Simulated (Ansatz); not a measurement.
Which isomer of CH4BeGe gives these data?

These gas-phase data were calculated for one isomer of CH4BeGe at PBE0-D4/def2-TZVP (harmonic, unscaled wavenumbers; equilibrium rotational constants with average atomic masses):

- rotational constants: 11.26, 6.935, 4.407 GHz
- all wavenumbers above 1500 cm⁻¹: 3143, 3101, 3027, 2069
- dipole moment: 0.87 D (PBE0/def2-TZVPD)

Candidates:

(1) `[BeH][Ge][CH3]`, a singlet
(2) `[BeH][CH2][GeH]`, a singlet

Assign the data to one candidate and say why.

Candidate (1). 3 modes lie between 2750 and 3290 cm⁻¹, one for each C–H bond, while (2) has 2.

The same quantities for all candidates:

|  | rotational constants (GHz) | wavenumbers above 1500 cm⁻¹ | dipole (D) | E above the lowest, PBE0-D4/def2-TZVP (kcal/mol) |
| --- | --- | --- | --- | --- |
| (1) | 11.26, 6.935, 4.407 | 3143, 3101, 3027, 2069 | 0.87 | 10.7 |
| (2) | 28.29, 4.414, 4.052 | 3115, 3018, 2137, 1878 | 1.20 | 0.0 |

Each candidate is one conformer. Programs: Ansatz 0.2.0.

The stretches below the C–H region support the same assignment. The band at 2069 cm⁻¹ is the Be–H stretch, and the data lack a counterpart to the 1878 cm⁻¹ Ge–H stretch of (2), as expected when germanium carries no hydrogen. The rotational constants agree independently. With heavy germanium in the middle of a bent Be–Ge–C skeleton, the centre of mass lies close to it and the two light arms share the inertia. Moving germanium to the chain end leaves little mass off the long axis, which raises the largest constant to 28.29 GHz and lowers the other two.

The assigned isomer is the less stable of the two singlets, by 10.7 kcal/mol. Formally, going to (2) exchanges a Be–Ge and a C–H bond for a Be–C and a Ge–H bond. The strong, polar Be–C bond probably more than repays the loss of a C–H bond to a weaker Ge–H bond. This energy order says nothing about how readily the two isomers interconvert.
